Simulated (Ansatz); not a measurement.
## Nb2O: pressure against volume per atom

Equation of state of a cubic crystal from periodic Kohn-Sham density functional theory without spin; pressure corrected for the finite basis. The results are calculated, by Ansatz 0.2.0 development build.

Cell of the first row (space group Fm-3m, No. 225):
```
Nb2O
1.0
      0.0000     2.7300     2.7300
      2.7300     0.0000     2.7300
      2.7300     2.7300     0.0000
Nb O
2 1
Direct
  0.25000 0.25000 0.25000
  0.75000 0.75000 0.75000
  0.00000 0.00000 0.00000
```

Settings of every row: formula Nb2O; structure type antifluorite; functional PBE; spin treatment none; k mesh 17x17x17; occupation method fermi-dirac; occupation width 0.061225619 eV; wave cutoff 700 eV; datasets hard PAW; density cutoff ratio 4.

Limits: a cubic model structure, not a phase known at ambient conditions; the SCF threshold is loose for a stress in some rows.

```
row  volume per atom (Å³)  pressure (GPa)  energy above lowest point (meV/atom)
  1                13.564          11.422                                 28.76
  2                13.852           7.132                                 12.12
  3                14.141           3.298                                   2.8
  4                14.429               ?                                     ?
  5                14.718          -3.218                                  3.06
  6                15.007          -6.009                                 11.42
```

Question: what pressure should row 4 give?

Worked fit of pressure. Take u = (V_r/V)^(2/3) − 1 with V_r = 14.141 Å³ an atom, which is twice the finite (Eulerian) strain; such expansions in the strain, on which the Birch-Murnaghan equation of state is built, carry the rest volume and the bulk modulus. The shown rows have u = 0.02816, 0.01386, 0, -0.02631, -0.03885. Least squares give pressure = 3.299 + 267.6 × u + 728.81 × u² GPa; a straight line predicts inner rows, each left out in turn, worse (root mean square 0.36 against 0.023 GPa). The rows lie off it by 0.009, -0.016, -0.001, 0.019, -0.012 (root mean square 0.013 GPa). The pressure vanishes at u = -0.0128, or V = 14.42 Å³ an atom, and there the bulk modulus at fixed shape and fractions is B = −V dP/dV = (2/3)(1 + u) dP/du = 164 GPa. The withheld row has u = -0.01335, so the fit gives 3.299 + 267.6 × (-0.01335) + 728.81 × (-0.01335)² = -0.144 GPa.

The calculation gave -0.132 GPa. The fit lies 0.012 GPa (9.1 % of the value, 0.069 % of the column's range) below it; its largest miss of a shown row is 0.019 GPa.

The other values of row 4: energy above lowest point 0 meV/atom.
